**Question.** In tunnel-probe data on a diffusive Cu wire at zero magnetic field, the distribution functions $f(E)$ in the middle of the wire for different bias $U$ collapse when plotted against $E/eU$. This is said to point to a kernel $K(\varepsilon)\propto\varepsilon^{-2}$, not the $\varepsilon^{-3/2}$ of the Coulomb interaction. Where do the two exponents come from, why does only one give scaling, and over what range of parameters can the argument be trusted?

---

**Answer.** Collisions enter the kinetic equation through one dimensionless number, $\lambda_\alpha=\tau_D\kappa_\alpha(eU)^{2-\alpha}$, and $U$ drops out of it only for $\alpha=2$. The rest is prefactors and crossovers.

## Setup and conventions

The wire has length $L$, cross-section $S_w=wt$, diffusion constant $D$, and density of states $\nu$ per volume **including both spins**, so $\sigma=e^2\nu D$. Position $x$ is in units of $L$, $\tau_D=L^2/D$, and the reservoirs at temperature $T_0$ have $\mu=0$ at $x=0$ and $\mu=eU$ at $x=1$. In the steady state

$$\frac1{\tau_D}\partial_x^2f+\mathcal I=0,$$

$$\mathcal I(E)=\int_{-\infty}^{\infty}\!d\varepsilon\,K(|\varepsilon|)\Big[f_{E-\varepsilon}(1-f_E)N(-\varepsilon)-f_E(1-f_{E-\varepsilon})N(\varepsilon)\Big],$$

with $N(\varepsilon)=\int dE'f_{E'}(1-f_{E'+\varepsilon})$ the phase space of the partner that absorbs $\varepsilon$. $K$ has units of time$^{-1}$energy$^{-2}$. In equilibrium $N=\varepsilon[1+n_B(\varepsilon)]$.

Illustrative inputs: $L=5\ \mu$m, $w=100$ nm, $t=45$ nm, $D=90$ cm²/s, $T_0=30$ mK, and a typical $\nu\approx1.56\times10^{47}$ J⁻¹m⁻³ for Cu. Then $\tau_D=2.78$ ns, $R=30.8\ \Omega$, $E_{\rm Th}=\hbar D/L^2=0.237\ \mu$eV, $k_BT_0=2.6\ \mu$eV. All numbers below belong to this model wire.

## The Coulomb kernel

The polarisation is $\Pi=\nu Dq^2/(Dq^2-i\omega)$. With strong screening the interaction is $1/\Pi$, so $-\mathrm{Im}\,V^R=\omega/(\nu Dq^2)$, and the fluctuation-dissipation theorem gives the potential-energy noise $S_V=2\hbar(1+n_B)\,\omega/(\nu Dq^2)$. Its classical limit $2k_BTe^2/(\sigma q^2)$ is Johnson noise, which confirms that $\nu$ counts both spins. The disorder-averaged matrix elements of $e^{iqr}$ between exact eigenstates form a normalised Lorentzian, $\frac1\pi Dq^2/(D^2q^4+\omega^2)$. The golden-rule rate per unit $\omega$ is $\hbar^{-2}\int_q$ of the product. Writing the rate per unit $\varepsilon=\hbar\omega$ as $K(\varepsilon)N(\varepsilon)$,

$$K(\varepsilon)=\frac{2}{\pi\hbar^3\nu_d}\int\!\frac{d^dq}{(2\pi)^d}\frac1{D^2q^4+\omega^2}=\frac{2c_d}{\pi\hbar\,\nu_d(\hbar D)^{d/2}}\,\varepsilon^{d/2-2},$$

with $\nu_1=\nu S_w$, $\nu_2=\nu t$, $\nu_3=\nu$ and $c_1=1/2\sqrt2$, $c_2=1/8$, $c_3=1/4\sqrt2\pi$. The exponent is dimensional analysis: $q\sim\sqrt{\omega/D}$ gives $\omega^{d/2}$ from the measure and $\omega^{-2}$ from the integrand. Equivalently $K\sim\delta_\varepsilon/\hbar\varepsilon^2$, with $\delta_\varepsilon$ the level spacing of a region of size $\sqrt{\hbar D/\varepsilon}$. For a wire

$$K=\kappa_{3/2}\,\varepsilon^{-3/2},\qquad \kappa_{3/2}=\frac1{\pi\sqrt{2D}\,\hbar^{3/2}\nu S_w}=0.0395\ \text{ns}^{-1}\text{meV}^{-1/2}.$$

Limits of this form:

- **Small $\varepsilon$.** Below about $E_{\rm Th}$ the reservoirs cut off the $q$ integral and the power law ends.
- **Large $\varepsilon$.** Transverse modes $q_n=\pi n/w$ each add $1/4D^2q_n^3$ to the integral, so $K=\kappa_{3/2}\varepsilon^{-3/2}[1+\frac{\zeta(3)}{\sqrt2}(\varepsilon/E_w)^{3/2}]$ for $\varepsilon\ll E_w=\pi^2\hbar D/w^2=5.8$ meV. At 0.2 meV the correction is 0.5 %. The thickness modes lie higher and add less. Above $E_w$ the exponent crosses over to $-1$.
- **Finite interaction strength.** A channel with constant $F$ has $V^R=\frac F\nu\frac{Dq^2-i\omega}{(1+F)Dq^2-i\omega}$, and the same integral gives $\kappa_{3/2}$ times $r(F)=F^2/[\sqrt{1+F}\,(1+\sqrt{1+F})(2+F)]$. In the charge channel $F=e^2\nu S_w/C'$. A typical capacitance per length $C'\approx0.1$ fF/µm gives $F=1.8\times10^5$ and $r\simeq1-F^{-1/2}$, a reduction of 0.24 %. The three spin-triplet channels add $3r(F^\sigma)\simeq\frac34(F^\sigma)^2$, which is 4 % for an illustrative $F^\sigma=-0.2$, before spin-orbit scattering cuts them off.

## The magnetic-impurity kernel

Take $H=J\,\mathbf S\cdot\mathbf s(\mathbf R)$ with $\mathbf s=\psi^\dagger\boldsymbol\sigma\psi/2$, impurity density $n_i$, and $g=J\nu/2$, the coupling times the density of states per spin. At $B=0$ the impurity multiplet is degenerate, so first-order scattering is elastic. In second order electron 1 loses $\varepsilon$ and electron 2 gains it at the same impurity. The two time orderings have denominators $\pm\varepsilon$:

$$M=\frac{J^2}{\varepsilon}[\mathbf S\cdot\mathbf s_1,\mathbf S\cdot\mathbf s_2]=\frac{iJ^2}{\varepsilon}\,\mathbf S\cdot(\mathbf s_1\times\mathbf s_2),\qquad\overline{|M|^2}=\frac{J^4S(S+1)}{8\varepsilon^2},$$

averaged over initial and summed over final spins. For a static scatterer the orderings cancel. Multiplying by $2\pi n_i/\hbar$, by $(\nu/2)^2$ for the final states and by $\nu$ for the incoming partner,

$$K=\frac{\kappa_2}{\varepsilon^2},\qquad\kappa_2=\frac{\pi n_iS(S+1)g^4}{\hbar\nu}=\frac{g^2}{\tau_s},\qquad\frac1{\tau_s}=\frac{\pi n_iS(S+1)g^2}{\hbar\nu},$$

where $1/\tau_s$ is the first-order exchange scattering rate. This is the mechanism of Kaminski and Glazman (2001). Terms with other denominators are less singular at small $\varepsilon$, and their logarithms renormalise $g$.

The pole is cut off by the Korringa rate of the impurity spin, $\gamma=\hbar/\tau_K=\pi g^2N(0)$, giving $K\simeq\kappa_2/(\varepsilon^2+\gamma^2)$. As a test, $\int d\varepsilon\,KN(0)=\pi\kappa_2N(0)/\gamma=1/\tau_s$: the elastic line has broadened into a Lorentzian of the same weight.

For the collisionless double step $f_0=(1-x)f_T(E)+xf_T(E-eU)$,

$$N(0)=x(1-x)\,eU\coth\frac{eU}{2k_BT_0}+[x^2+(1-x)^2]k_BT_0 .$$

At $eU\gg k_BT_0$ the cutoff $\gamma$ is itself proportional to $eU$, and at $x=\frac12$ the relative thermal correction is $2k_BT_0/eU$.

## Scaling

Put $K=\kappa_\alpha\varepsilon^{-\alpha}$ and measure all energies in $eU$. The two energy integrals give $(eU)^2$ and the kernel $(eU)^{-\alpha}$, so

$$\partial_x^2f+\lambda_\alpha\tilde{\mathcal I}_\alpha[f]=0,\qquad\lambda_\alpha=\tau_D\kappa_\alpha(eU)^{2-\alpha}.$$

For $k_BT_0\ll eU$ the boundary conditions are sharp steps at 0 and 1 and carry no parameter. Thus $f=f(x,E/eU;\lambda_\alpha)$. For $\alpha=2$, $\lambda_2=\tau_D\kappa_2$ and $\gamma/eU$ are free of $U$ at fixed $g$, and the curves collapse. For the Coulomb kernel

$$\lambda_{3/2}=\sqrt2\,\frac{R}{R_K}\sqrt{\frac{eU}{E_{\rm Th}}},\qquad R_K=h/e^2,$$

and they do not.

I take $\kappa_2=1$ ns⁻¹, chosen to reproduce the typical rounding of Cu wires that show scaling, the behaviour reported by Pothier and co-workers (1997). So $\lambda_2=2.8$ is an input and predicts nothing.

## Small $\lambda$

At $T_0=0$, $f_0=x$ for $0<E<eU$, and $N(-\varepsilon)=x(1-x)(1-\varepsilon)$ for $0<\varepsilon<1$ in reduced units. At $E=1+\delta$ only the gain term survives at first order:

$$\tilde{\mathcal I}=x^2(1-x)G_\alpha(\delta),\qquad G_\alpha=\int_\delta^1\!\frac{1-\varepsilon}{\varepsilon^\alpha}d\varepsilon,$$

$$G_2=\frac1\delta-1+\ln\delta,\qquad G_{3/2}=\frac{2(1-\sqrt\delta)^2}{\sqrt\delta}.$$

Integrating twice with $f_1(0)=f_1(1)=0$ gives $f_1=\lambda G\,(x/30-x^4/12+x^5/20)$, hence

$$f_1\left(\tfrac12,1+\delta\right)=\tfrac5{384}\lambda_\alpha G_\alpha(\delta).$$

This diverges as $\delta\to0$, where many small transfers must be summed. There $N(\pm\varepsilon)\simeq N(0)$, the bracket in $\mathcal I$ becomes $N(0)[f_{E-\varepsilon}-f_E]$, and the energy performs a Lévy flight. The step has height $\frac12$, so the tail implies a mean $\int N(0)\,dt=\frac5{192}\tau_D\,eU$ along the paths that feed it. The Fourier transform of the step edge then decays with exponent $\frac5{192}\lambda\int(1-\cos\varepsilon s)|\varepsilon|^{-\alpha}d\varepsilon$, where the integral is $\pi|s|$ for $\alpha=2$ and $2\sqrt{2\pi|s|}$ for $\alpha=\frac32$. Using the mean in place of the spread over paths, and defining the width $W$ by exponent 1 at $s=eU/W$,

$$W_2\approx\tfrac{5\pi}{192}\lambda_2\,eU=0.082\,\lambda_2\,eU,\qquad W_{3/2}\approx0.017\,\lambda_{3/2}^2\,eU\propto U^2 .$$

In the model $W_2\approx0.2\,eU$, about 0.05 meV at $U=0.2$ mV. Relative corrections are of order $W_2/eU$, so one figure is all this supports. At the same bias $W_{3/2}\approx4\times10^{-5}eU$, below both $E_{\rm Th}$ and $k_BT_0$: the Coulomb term alone would leave thermally sharp steps. At $\delta=\frac12$, $G_2=0.307$ and $G_{3/2}=0.243$, the impurity tail is $f_1\approx0.01$ to first order, and the Coulomb tail is 1.4 % of it.

The cutoff matters when $W_2\lesssim\gamma$. At $x=\frac12$, $W_2/\gamma=\frac5{48}\tau_D/\tau_s$. Below 1, most electrons reach the probe without an inelastic event, and a sharp step sits on Lorentzian wings. For illustrative $g=0.2$, $\gamma=0.031\,eU$ and $W_2/\gamma\approx7$, so the cutoff is hidden.

## Large $\lambda$

Two-body collisions conserve particle number and energy, so the first two moments of $-\partial_Ef$ are linear in $x$ for any kernel. Its variance is $x(1-x)(eU)^2+\frac{\pi^2}3(k_BT_0)^2$. For $\lambda\to\infty$, $f$ is a Fermi function with

$$(k_BT_e)^2=(k_BT_0)^2+\frac3{\pi^2}x(1-x)(eU)^2 ,$$

so $k_BT_e=0.276\,eU$ at the centre, 0.64 K at 0.2 mV, with a relative correction $T_0^2/2T_e^2=0.1$ %. Balancing the two terms of the kinetic equation puts the departure from a Fermi function at order $1/\lambda$. For $\alpha=2$ the thermalisation length scale $\sqrt{D/\kappa_2}=3.0\ \mu$m is independent of $U$.

Both $\lambda\to0$ and $\lambda\to\infty$ therefore scale for **every** $\alpha$. A collapse is evidence for $\alpha=2$ only when the double step is visibly rounded and still visible, with $L$ of the order of $\sqrt{D/\kappa_2}$, as in the model wire.

## What breaks scaling

**Phonons.** Emission with rate density $\kappa_{\rm ph}\varepsilon^2$ needs one energy integral, so $\lambda_{\rm ph}=\tau_D\kappa_{\rm ph}(eU)^3$. The compiled Debye temperature of Cu, 343 K (Wikipedia), is 29.6 meV, so the Debye cutoff is far away. The cooling power per volume is $\nu\kappa_{\rm ph}\int\varepsilon^4n_B\,d\varepsilon=24\zeta(5)\nu\kappa_{\rm ph}(k_BT)^5\equiv\Sigma T^5$. A typical $\Sigma\approx2$ nW µm⁻³K⁻⁵ gives $\kappa_{\rm ph}=4.2$ ns⁻¹meV⁻³. On the hot-electron profile, with $\int_0^1[x(1-x)]^{5/2}dx=5\pi/1024$, the share of the Joule power $U^2/R$ lost to phonons is

$$\eta=24\zeta(5)\Big(\frac{\sqrt3}{\pi}\Big)^5\frac{5\pi}{1024}\lambda_{\rm ph}=0.0194\,\lambda_{\rm ph},$$

which extrapolates to 1 near $U=1.6$ mV.

| $U$ (mV) | $2k_BT_0/eU$ | $\lambda_2$ | $\lambda_{3/2}$ | $\eta$ |
|---|---|---|---|---|
| 0.05 | 0.10 | 2.8 | 0.025 | $2.9\times10^{-5}$ |
| 0.1 | 0.052 | 2.8 | 0.035 | $2.3\times10^{-4}$ |
| 0.2 | 0.026 | 2.8 | 0.049 | $1.8\times10^{-3}$ |
| 0.4 | 0.013 | 2.8 | 0.069 | $1.5\times10^{-2}$ |

With $\kappa_2$ held fixed, temperature closes the window from below and phonons from above, and the Coulomb term stays at the per cent level. The two kernels would cross at $\varepsilon=(\kappa_2/\kappa_{3/2})^2\approx0.6$ eV, far beyond $E_w$, so they do not cross in the one-dimensional range.

**Magnetic field.** The Zeeman energy $E_Z=g_L\mu_BB$ adds the parameter $E_Z/eU$. With $g_L=2$ and $U=0.2$ mV, the line shape changes once $E_Z\sim\gamma$, at 0.05 T for $g=0.2$, and spin flips freeze out for $E_Z\gtrsim eU$, above about 1.7 T. The Coulomb charge channel is indifferent to $E_Z$, which makes the field the cleanest test of the mechanism.

**Kondo logarithm.** This is the largest correction at weak coupling. In leading-logarithm order $g\simeq1/\ln(eU/k_BT_K)$, so $d\ln\kappa_2/d\ln U=-4g$. A value $g=0.2$ at 0.2 mV means $T_K\approx16$ mK, and doubling $U$ multiplies $\kappa_2$ by $(1+g\ln2)^{-4}\approx0.6$. The constant $\lambda_2$ column is then only logarithmically accurate. Unitarity bounds the scattering, so the growth of the rates must level off as $eU$ approaches $k_BT_K$, but there the expansion in $g$ fails and the prefactor above no longer applies. Its control parameter $\pi^2S(S+1)g^2$ is already 0.3 for $S=\frac12$, $g=0.2$. The general statement is $f=f(x,E/eU;\,eU/k_BT_K)$, with a slow dependence on the last argument.

## How many impurities?

Inverting, $n_i=\hbar\nu\kappa_2/[\pi S(S+1)g^4]$. With an approximate atomic density $8.5\times10^{28}$ m⁻³ and $S=\frac12$, the model needs about 0.005 at.% at $g=0.2$, with $\tau_s=g^2/\kappa_2=0.04$ ns. Pushed beyond its validity to $g=0.5$, it needs about 1 ppm, with $\tau_s=0.25$ ns. The concentration cannot be read from $\kappa_2$ without knowing $T_K$.

As typical knowledge and not as a measurement: nominally pure Cu wires of this kind have low-temperature dephasing times of order a nanosecond, so the weak-coupling case gives a $\tau_s$ too short, and an $n_i$ too high, by an order of magnitude or more, and fits to out-of-equilibrium distributions tend to return a $\kappa_{3/2}$ up to a few times above the formula derived here. The first points to stronger coupling and fewer impurities. The second would raise the model's Coulomb share of the tail from one per cent to several, still too little to spoil the collapse.